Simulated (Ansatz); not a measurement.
**A small benchmark: atomisation enthalpy at 298 K**

8 molecules holding an element from Na to Cl; the atomisation enthalpy at 298 K in kJ/mol, computed less measured. Shapes, held fixed at every level: PBE0-D4/def2-TZVP. Flexible molecules stand in one conformer, not always the lowest. Thermal terms are harmonic and unscaled (PBE0-D4/def2-TZVP); the spin-orbit lowering of the free atoms is taken from their spectra. Programs: Ansatz 0.2.0. Measured values: Active Thermochemical Tables, CRC Handbook of Chemistry and Physics, NIST-JANAF tables.

Levels: A = wB97M-V/def2-TZVPP; B = CCSD(T)/def2-TZVPP; C = CCSD/def2-TZVPP.

```
                        molecule  from tabulated heats    A     B     C
         HCl (hydrogen chloride)                   431   -1   -11   -17
                H2S2 (SMILES SS)                   974  +16   -44   -66
      SF4 (sulfur tetrafluoride)                  1358  +21   -85  -145
 C2H3Cl3 (1,1,1-trichloroethane)                  2596  +10   -91  -152
 Si(SiF3)F3 (hexafluorodisilane)                  3760  -65  -156  -219
           C3H8S2 (SMILES SCCCS)                  4478  +24  -118  -185
C4H10S (2-methyl-2-propanethiol)                  5434  +13  -128  -198
        C4H10S (diethyl sulfide)                  5408  +15  -131  -200
```

(1) Sum up the errors.

## Answers

(1) 
| level | kind | mean error | mean absolute error | worst case |
| --- | --- | --- | --- | --- |
| wB97M-V/def2-TZVPP | range-separated hybrid | +4.1 | 20.6 | Si(SiF3)F3 |
| CCSD(T)/def2-TZVPP | coupled cluster or CI | -95.5 | 95.5 | Si(SiF3)F3 |
| CCSD/def2-TZVPP | coupled cluster or CI | -147.8 | 147.8 | Si(SiF3)F3 |

On this set wB97M-V/def2-TZVPP has the smallest mean absolute error and CCSD/def2-TZVPP the largest. wB97M-V/def2-TZVPP is too high in 6 of 8; CCSD(T)/def2-TZVPP is too low in 8 of 8; CCSD/def2-TZVPP is too low in 8 of 8. The heats of SF4, C2H3Cl3, Si(SiF3)F3 come from older tables and can be uncertain by 10 kJ/mol or more. Heats of the atoms come from ATcT where it has them. For CCSD(T)/def2-TZVPP and CCSD/def2-TZVPP the error tends to grow with the atomisation enthalpy. Correlated wave functions converge slowly with the basis. CCSD also lacks the triples, which bind further. The set is small.

The ranking reflects basis-set convergence more than the intrinsic quality of the methods. Near the basis limit CCSD(T) would normally be expected to outperform a hybrid functional. Here its uniform underbinding arises mainly because bonding creates closely correlated electron pairs whose short-range cusp a triple-zeta basis describes poorly, whereas a density functional depends less on high angular momentum functions.

Molecular size alone does not set the error. Hexafluorodisilane breaks the trend, with a larger coupled-cluster deficit than the three sulfur organics of higher atomisation enthalpy. Its many fluorine lone pairs and polar Si–F bonds probably add to the correlation demand. It is also the outlier for wB97M-V, at -65, which may point to a shared basis deficiency or an error in the reference heat; the latter would shift all three levels equally.

The gap between CCSD and CCSD(T) is notably large for SF4 relative to its atomisation enthalpy, consistent with electron-rich, delocalised S–F bonding. Adding triples reduces the underbinding throughout but cannot replace the missing basis functions.
